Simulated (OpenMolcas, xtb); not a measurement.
# A ladder of methods for Si2H3F3 (SMILES F[Si](F)(F)[SiH3])

The species is Si2H3F3 (8 atoms), meant as a singlet with charge 0. SMILES: `F[Si](F)(F)[SiH3]`. Geometry: relaxed at PBE0-D4/def2-TZVP.

Each level gives the dipole moment (D). The values are calculated.

```json
{"level": "GFN1-xTB", "kind": "semi-empirical", "program": "xtb", "value (D)": "1.98", "CPU time": "under 2 s"}
{"level": "HF/cc-pVDZ", "kind": "Hartree–Fock", "program": "OpenMolcas", "value (D)": "2.44", "CPU time": "15 s"}
{"level": "SVWN5/cc-pVDZ", "kind": "LDA", "program": "OpenMolcas", "value (D)": "1.97", "CPU time": "41 s"}
{"level": "BLYP/cc-pVDZ", "kind": "GGA", "program": "OpenMolcas", "value (D)": "1.86", "CPU time": "44 s"}
{"level": "TPSS/cc-pVDZ", "kind": "meta-GGA", "program": "OpenMolcas", "value (D)": "1.86", "CPU time": "57 s"}
{"level": "B3LYP/cc-pVDZ", "kind": "global hybrid", "program": "OpenMolcas", "value (D)": "2.06", "CPU time": "47 s"}
{"level": "PBE0/cc-pVDZ", "kind": "global hybrid", "program": "OpenMolcas", "value (D)": "2.10", "CPU time": "45 s"}
```

The values span 1.86 to 2.44 D. Magnitudes only. CPU times are rough (shared hosts, several kinds of processor): they show what a rung costs within a factor of a few.

The dipole is sizeable at every level, as expected for a disilane fluorinated at only one end. Fluorine draws density from its silicon, and the axial components of the three Si–F bond moments add up. The Si–H bonds are also polarised away from silicon, but much more weakly, so the SiH3 end should offset only part of the SiF3 contribution.

Hartree–Fock gives the largest moment, 2.44 D, and the semilocal functionals lie between 1.86 and 1.97 D. The two hybrids fall in between, probably because exact exchange favours a more ionic Si–F bond, while semilocal exchange spreads the density more evenly. The order doesn't follow the rungs of the ladder: LDA lies above both BLYP and TPSS, which coincide. The closeness of GFN1-xTB to LDA may be fortuitous and doesn't validate either value.

The polarity itself is therefore a robust result, but the spread is no error bar, since the ab initio and density-functional values share a small basis without diffuse functions, to which dipoles are sensitive.
